**Slopes, sign changes of β and d-wave bounds for 5p₁/₂ photoionisation of Yb²⁺**

The table holds the cross section and the dipole asymmetry parameter β of the O2 (5p₁/₂) subshell of Yb²⁺ from 97.2 eV to 121 keV, from a radial Dirac solver with a Dirac-Hartree-Slater potential and Latter tail, all multipoles in the cross section, and a Dirac-Fock threshold. The program fits nothing: it works out local log-log slopes, the extrema and sign changes of β, and the range of d-wave share that the Cooper-Zare formula allows for each β. The output shows a cross section that falls at every step, with its flattest slope, −0.90, at 294-581 eV, just above a dip in which β changes sign twice. Both s and d waves are needed wherever β exceeds 1, while β = 0 allows any d share from 0 to 0.89, so a Cooper zero fits the dip but is not proven by it. The last slope, −3.04, stays well short of the nonrelativistic Born exponent −4.5, with Z/k still 0.74 and v/c at 0.59.

Calculated values. Radial Dirac-Fock and Kohn-Sham solver 5: independent-particle photoionisation of Yb2+ ([Xe] 4f14), subshell O2. All orbitals from the initial ion's Dirac-Hartree-Slater potential with a Latter tail, threshold from Dirac-Fock Delta-SCF. Cross section with all multipoles, in length form near threshold and velocity form far above; beta from the dipole term alone.

## Analysis program

```python
# Table: photoionisation cross section (kb) and dipole beta of the 5p1/2 (O2) subshell of Yb2+
# against photon energy; radial Dirac solver, Dirac-Hartree-Slater potential with Latter tail.
# Worked out: local log-log slopes, sign changes and extrema of beta, the range of d-wave share
# that the Cooper-Zare formula allows for each beta, and how far the Born limit is.
T = {
    'photon_energies': [97.2, 156.0, 173.0, 177.0, 240.0, 294.0, 581.0, 707.0, 995.0, 1190, 1230, 1340, 1970, 2730, 5070, 8820, 17600, 25700, 28400, 46100, 52300, 115000, 121000],  # eV
    'cross_section': [204.9, 53.7, 43.98, 42.27, 27.98, 22.78, 12.36, 10.02, 6.689, 5.293, 5.061, 4.493, 2.516, 1.456, 0.4508, 0.1364, 0.02557, 0.009398, 0.007154, 0.00182, 0.001261, 0.0001194, 0.0001023],  # kb
    'beta': [1.231, 0.053, -0.044, -0.053, 0.167, 0.465, 1.293, 1.429, 1.587, 1.639, 1.647, 1.666, 1.713, 1.717, 1.66, 1.554, None, None, None, None, None, None, None],
}
import numpy as np
from scipy.constants import physical_constants as pc, alpha

E = np.array(T['photon_energies'], float)
S = np.array(T['cross_section'], float)
B = T['beta']
Z, l = 70, 1
I0 = 51.366  # eV, threshold: further result of the same run
Ry = pc['Rydberg constant times hc in eV'][0]
mc2 = pc['electron mass energy equivalent in MeV'][0] * 1e6
K = E - I0
eta = np.sqrt(Z**2 * Ry / K)          # Z/k in atomic units, nonrelativistic k
dl = np.diff(np.log(E))
slope = np.diff(np.log(S)) / dl
rel = 0.5 * 10.0**(np.floor(np.log10(S)) - 3) / S   # four significant figures
dslope = (rel[1:] + rel[:-1]) / dl

def share(b):
    # beta = f - sqrt(8 f (1-f)) cos(D), |cos D| <= 1
    r = np.sqrt((b + 4)**2 - 9 * b * b)
    return (b + 4 - r) / 9, (b + 4 + r) / 9

print("slope = dln(sigma)/dln(E) to the next row, +- from rounding of sigma; beta rounded to 0.0005")
print("d share = range allowed by Cooper-Zare (pure s: beta 0, pure d: beta 1); eta = Z/k")
print("   E/eV  Ekin/eV   slope     +-    beta   d share range    eta")
for i in range(len(E)):
    s = f"{slope[i]:7.2f} {dslope[i]:6.3f}" if i < len(slope) else "      -      -"
    b = "      -         -      " if B[i] is None else "{:7.3f}  {:.4f}-{:.3f}  ".format(B[i], *share(B[i]))
    print(f"{E[i]:7.1f} {K[i]:8.1f} {s} {b} {eta[i]:6.2f}")

j = int(np.argmax(slope))
n = sum(b is not None for b in B)
b = np.array(B[:n], float)
lo, hi = int(np.argmin(b)), int(np.argmax(b))
cr = [i for i in range(n - 1) if b[i] * b[i + 1] < 0]
print(f"sigma falls in {int((slope < 0).sum())} of {len(slope)} steps; first/last = {S[0]/S[-1]:.2e} over E ratio {E[-1]/E[0]:.0f}")
print(f"sigma ratio {E[0]:g}/{E[1]:g} eV = {S[0]/S[1]:.2f} (E ratio {E[1]/E[0]:.2f}); "
      f"{E[j]:g}/{E[j+1]:g} eV = {S[j]/S[j+1]:.2f} (E ratio {E[j+1]/E[j]:.2f})")
print(f"flattest slope {slope[j]:.2f} at {E[j]:g}-{E[j+1]:g} eV; slope flattens in {int((np.diff(slope[:j+1]) > 0).sum())} of {j} "
      f"steps below, steepens in {int((np.diff(slope[j:]) < 0).sum())} of {len(slope)-1-j} above")
print("beta changes sign in: " + ", ".join(f"{E[i]:g}-{E[i+1]:g} eV" for i in cr))
i = cr[0]
print(f"first sign change, linear interpolation: about {E[i] + (E[i+1]-E[i])*b[i]/(b[i]-b[i+1]):.0f} eV")
print(f"lowest beta {b[lo]:.3f} at {E[lo]:g} eV (minimum within {E[lo-1]:g}-{E[lo+1]:g} eV); drop from first row {b[0]-b[lo]:.3f}")
print(f"smallest |cos D| that can give this lowest beta: {np.sqrt(-b[lo]*(1-b[lo])/2):.2f}")
print(f"highest beta {b[hi]:.3f} at {E[hi]:g} eV (maximum within {E[hi-1]:g}-{E[hi+1]:g} eV); fall to {E[n-1]:g} eV {b[hi]-b[-1]:.3f}")
print(f"rows with beta above 1 (both waves needed): {int((b > 1).sum())} of {n}; rows without beta: {len(E)-n}")
print(f"d share allowed at beta = 0 exactly: {share(0.0)[0]:.2f} to {share(0.0)[1]:.2f}")
print(f"Born exponent -(l+7/2) = {-(l+3.5):.1f}; last slope {slope[-1]:.2f}; gap {slope[-1]+l+3.5:.2f}")
print(f"Z^2 Ry = {Z**2*Ry/1e3:.1f} keV; Z alpha = {Z*alpha:.2f}")
for i in (hi, n - 1, len(E) - 1):
    v = np.sqrt(1 - 1 / (1 + K[i] / mc2)**2)
    print(f"E = {E[i]:g} eV: electron v/c = {v:.2f}, photon wavenumber x a0/Z = {E[i]*alpha/(2*Ry)/Z:.3f}")

assert np.all(slope < 0)
assert len(cr) == 2 and E[lo + 1] <= E[j]
assert np.all(np.diff(slope[j:]) < 0) and slope[-1] > -(l + 3.5)
assert np.all((b >= -1) & (b <= 2)) and b[hi] > 1
```

Printed output:

```
slope = dln(sigma)/dln(E) to the next row, +- from rounding of sigma; beta rounded to 0.0005
d share = range allowed by Cooper-Zare (pure s: beta 0, pure d: beta 1); eta = Z/k
   E/eV  Ekin/eV   slope     +-    beta   d share range    eta
   97.2     45.8   -2.83  0.001   1.231  0.1696-0.993    38.14
  156.0    104.6   -1.93  0.002   0.053  0.0003-0.900    25.24
  173.0    121.6   -1.73  0.010  -0.044  0.0002-0.879    23.41
  177.0    125.6   -1.36  0.001  -0.053  0.0004-0.877    23.04
  240.0    188.6   -1.01  0.002   0.167  0.0034-0.923    18.80
  294.0    242.6   -0.90  0.001   0.465  0.0248-0.967    16.58
  581.0    529.6   -1.07  0.005   1.293  0.1880-0.988    11.22
  707.0    655.6   -1.18  0.002   1.429  0.2331-0.973    10.08
  995.0    943.6   -1.31  0.001   1.587  0.2959-0.946     8.41
 1190.0   1138.6   -1.36  0.006   1.639  0.3198-0.933     7.65
 1230.0   1178.6   -1.39  0.002   1.647  0.3237-0.931     7.52
 1340.0   1288.6   -1.50  0.001   1.666  0.3330-0.926     7.19
 1970.0   1918.6   -1.68  0.002   1.713  0.3575-0.912     5.89
 2730.0   2678.6   -1.89  0.001   1.717  0.3596-0.911     4.99
 5070.0   5018.6   -2.16  0.001   1.660  0.3300-0.928     3.64
 8820.0   8768.6   -2.42  0.001   1.554  0.2817-0.953     2.76
17600.0  17548.6   -2.64  0.001       -         -         1.95
25700.0  25648.6   -2.73  0.001       -         -         1.61
28400.0  28348.6   -2.83  0.001       -         -         1.53
46100.0  46048.6   -2.91  0.005       -         -         1.20
52300.0  52248.6   -2.99  0.001       -         -         1.13
115000.0 114948.6   -3.04  0.018       -         -         0.76
121000.0 120948.6       -      -       -         -         0.74
sigma falls in 22 of 22 steps; first/last = 2.00e+06 over E ratio 1245
sigma ratio 97.2/156 eV = 3.82 (E ratio 1.60); 294/581 eV = 1.84 (E ratio 1.98)
flattest slope -0.90 at 294-581 eV; slope flattens in 5 of 5 steps below, steepens in 16 of 16 above
beta changes sign in: 156-173 eV, 177-240 eV
first sign change, linear interpolation: about 165 eV
lowest beta -0.053 at 177 eV (minimum within 173-240 eV); drop from first row 1.284
smallest |cos D| that can give this lowest beta: 0.17
highest beta 1.717 at 2730 eV (maximum within 1970-5070 eV); fall to 8820 eV 0.163
rows with beta above 1 (both waves needed): 11 of 16; rows without beta: 7
d share allowed at beta = 0 exactly: 0.00 to 0.89
Born exponent -(l+7/2) = -4.5; last slope -3.04; gap 1.46
Z^2 Ry = 66.7 keV; Z alpha = 0.51
E = 2730 eV: electron v/c = 0.10, photon wavenumber x a0/Z = 0.010
E = 8820 eV: electron v/c = 0.18, photon wavenumber x a0/Z = 0.034
E = 121000 eV: electron v/c = 0.59, photon wavenumber x a0/Z = 0.464
```
